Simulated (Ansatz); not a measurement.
# Work function of unrelaxed Cd films from 1 to 13 layers in PBE

I have to decide how many layers a Cd slab needs before its work function can stand for that of a thick film. A slab that is too thin would shift any later comparison, for instance with an adsorbate-covered surface, by an error that belongs to the film and not to the surface. I therefore follow the PBE work function Φ, the vacuum level less the Fermi level, from one layer to thirteen. The departure ΔΦ is taken from the 13-layer slab, which serves as the thick-film value here; a positive ΔΦ means that electrons are harder to remove than from that slab. The atoms stay at their bulk places, so the thickness changes while the spacing does not.

## Systems and settings

Ansatz 0.2.0, plane-wave Kohn-Sham DFT with its default PAW datasets at a cutoff of 420 eV. Symmetric 1×1 slabs of 1 to 13 layers are cut at the tabulated measured lattice constant with atoms at bulk places and 18 Å of vacuum. In-plane k-spacing 0.15 Å⁻¹ (2π included), Fermi-Dirac smearing of 0.1 eV, dipole correction on. Spin-paired. Scalar-relativistic, no spin-orbit coupling. PBE. The crystal is hcp; the mesh is the same for all thicknesses of a face.

Notes on method and selection:

- Confinement between the two faces quantises the states along the normal, so values can oscillate with thickness.
- The atoms are not relaxed; free films of one to three layers would take another lattice constant.
- Runs in which the search for lower states was switched off are not listed.
- Work functions and vacuum levels are read from the electrostatic potential (Hartree and local ionic parts), which a warning of a rough exchange-correlation potential in thin density does not concern.
- Error sizes named in these notes are rules of thumb and were not measured on these runs.
- The default PAW datasets of this version of Ansatz are the set soft_2.
- Runs that did not converge, have known faults or may not be shown are not listed, and runs on Ansatz's PAW sets soft_1 and soft_2 are kept to separate tables.

Columns:

- layers: number of atomic layers.
- thickness (Å): distance between the outermost atomic planes.
- Φ (eV): work function: vacuum level outside the slab less the Fermi level.
- ΔΦ to thickest (eV): work function less that of the thickest slab of the same face.

Input lines of one member:

```
kpoints:
  mp_grid: { grid: [16, 16, 1] }
hamiltonian:
  xc: pbe
scf:
  occupations: { method: fermi_dirac, width: 0.1 }
  convergence: { dr2_threshold: 1.0e-09 }
efield:
  axis: 3
  dipole_correction: true
  ramp_position: 0.97
  ramp_width: 0.06
output:
  write_potential: true
  write_density: true
```

Command (options for logging and memory left out): `ansatz run input.yaml --threads 4 --backend cpu`

## Numbers

| member | layers | thickness (Å) | Φ (eV) | ΔΦ to thickest (eV) |
| --- | --- | --- | --- | --- |
| 1 layer | 1 | 0.00 | 3.710 | −0.1258 |
| 2 layers | 2 | 2.81 | 3.963 | 0.1274 |
| 3 layers | 3 | 5.62 | 3.986 | 0.1506 |
| 4 layers | 4 | 8.43 | 3.765 | −0.0701 |
| 5 layers | 5 | 11.24 | 3.744 | −0.0910 |
| 6 layers | 6 | 14.05 | 3.848 | 0.0124 |
| 7 layers | 7 | 16.86 | 3.877 | 0.0417 |
| 8 layers | 8 | 19.67 | 3.837 | 0.0021 |
| 10 layers | 10 | 25.29 | 3.854 | 0.0186 |
| 13 layers | 13 | 33.72 | 3.835 | 0.0000 |

## Mechanism

The approach is a damped oscillation. Φ is low at one layer, high at two and three, low at four and five, and high again at six and seven. The 8- and 10-layer films lie within 0.019 eV of the thickest.

The simplest model I can derive is a box of free electrons.

1. Motion along the normal is quantised in a width L, with Eₙ = ħ²π²n²/(2mL²), and motion in the plane is free. Each filled subband then holds electrons in proportion to E_F − Eₙ.

2. With k the Fermi wavevector and x = kL/π, the electron count follows the sum of x² − n² over n ≤ x. For large x this is 2x³/3 − x²/2 − (x/π²) cos 2πx, keeping the first harmonic.

3. At a fixed number of electrons the last term shifts the Fermi level by (ħ²/2mL²) cos 2kL. With the depth of the well held fixed, Φ shifts by the opposite amount.

4. To keep the bulk density inside, the box must be wider than N layers of spacing d: L = Nd + 3π/(4k). This cancels the smooth term and adds 3π/2 to the phase.

5. Two free electrons per Cd atom give k of roughly 1.4 Å⁻¹. The phase gained per layer is 2.81 × 1.4 / 3.14 = 1.25 turns. Whole turns do not show at integer N, so the pattern repeats every four layers. An error of 0.05 Å⁻¹ in k would move this period to roughly 3.4 or 4.8 layers.

Writing L ≈ Nd in the amplitude gives ΔΦ = −(ħ²/2md²) sin(πN/2)/N². Real surfaces are softer than hard walls, so I leave amplitude and phase free:

ΔΦ(N) = [C cos(πN/2) + S sin(πN/2)]/N²

The hard box would have C = 0 and S negative. Even films depend on C alone and odd films on S alone.

## The model against the table

I fix C on the 2-layer film and S on the 3-layer film, and treat the 13-layer slab as having no oscillation left.

For two layers cos(πN/2) = −1, so C = −0.1274 × 4 = −0.510 eV. For three layers sin(πN/2) = −1, so S = −0.1506 × 9 = −1.355 eV. S is negative and the larger of the two, as the hard box would have it.

The next four films follow without further adjustment:

- 4 layers: −0.510 / 16 = −0.032 eV; the table has −0.070 eV.
- 5 layers: −1.355 / 25 = −0.054 eV; the table has −0.091 eV.
- 6 layers: 0.510 / 36 = 0.014 eV; the table has 0.012 eV.
- 7 layers: 1.355 / 49 = 0.028 eV; the table has 0.042 eV.

All four signs come out right, including the change from low to high between five and six layers. For 8 layers the model gives −0.510 / 64 = −0.008 eV against 0.002 eV, and for 10 layers 0.510 / 100 = 0.005 eV against 0.019 eV.

Over these six films the mean absolute miss is about 0.019 eV, while their mean absolute deviation from their own average is about 0.044 eV. The gain comes mainly from the 5- and 7-layer films. If the single layer is included, the mean miss rises to about 0.19 eV against a scatter of about 0.056 eV, so I use the model only from two layers upward.

At 13 layers the formula itself gives −1.355 / (13 × 13) = −0.008 eV, so within the model the reference slab still carries a small oscillation of its own.

## Residuals

The worst failure is the single layer, where the model gives −1.355/1 = −1.355 eV against −0.126 eV in the table. The sign is right but the size is more than ten times too large. Part of this comes from neglecting the extra width of the box, 3 × 3.14 / (4 × 1.4) = 1.7 Å, which is not small beside one spacing of 2.81 Å. Restoring it still leaves a value several times too large. A single layer also has no bulk-like interior, so a box with the bulk density and a fixed depth is a poor picture of it.

At four and five layers the table lies below the model by 0.038 and 0.037 eV, so the oscillation dies away more slowly than 1/N² there. The fitted S is also nearly three times the hard-box amplitude ħ²/(2md²); with ħ²/2m = 3.8 eV Å² this is 3.8 / (2.81 × 2.81) = 0.48 eV. A Fermi surface flatter than a sphere where it faces the film normal would push both in the observed direction; I hold that as a conjecture.

The misses at eight and ten layers are 0.010 and 0.014 eV. About 0.008 eV of each could come from the oscillation that the model leaves in the reference slab, since a reference that lies low raises every ΔΦ. The rest is too small for me to assign a cause.

## What to take away

For an error of about 0.02 eV from thickness I would take the 8- or 10-layer slab; six or seven layers serve if 0.05 eV is tolerable. Agreement between two neighbouring thicknesses is no sign of convergence: the 4- and 5-layer films differ by only 0.021 eV, yet both lie at least 0.07 eV below the thickest.

Two further sources of error rival the oscillation. Relaxing the atoms of the 7-layer film lowers its Φ by an amount comparable to the oscillations, so a thicker slab with frozen atoms does not by itself give a better surface. PBE also tends to put work functions of metals too low, by roughly 0.1 to 0.3 eV. That error should largely cancel in ΔΦ, but it remains in Φ itself.

[Logs are printed without paths, hosts, clocks, repeated set-up lines and the standing remarks that a program may print on its own settings, such as how far it seeks lower states.]
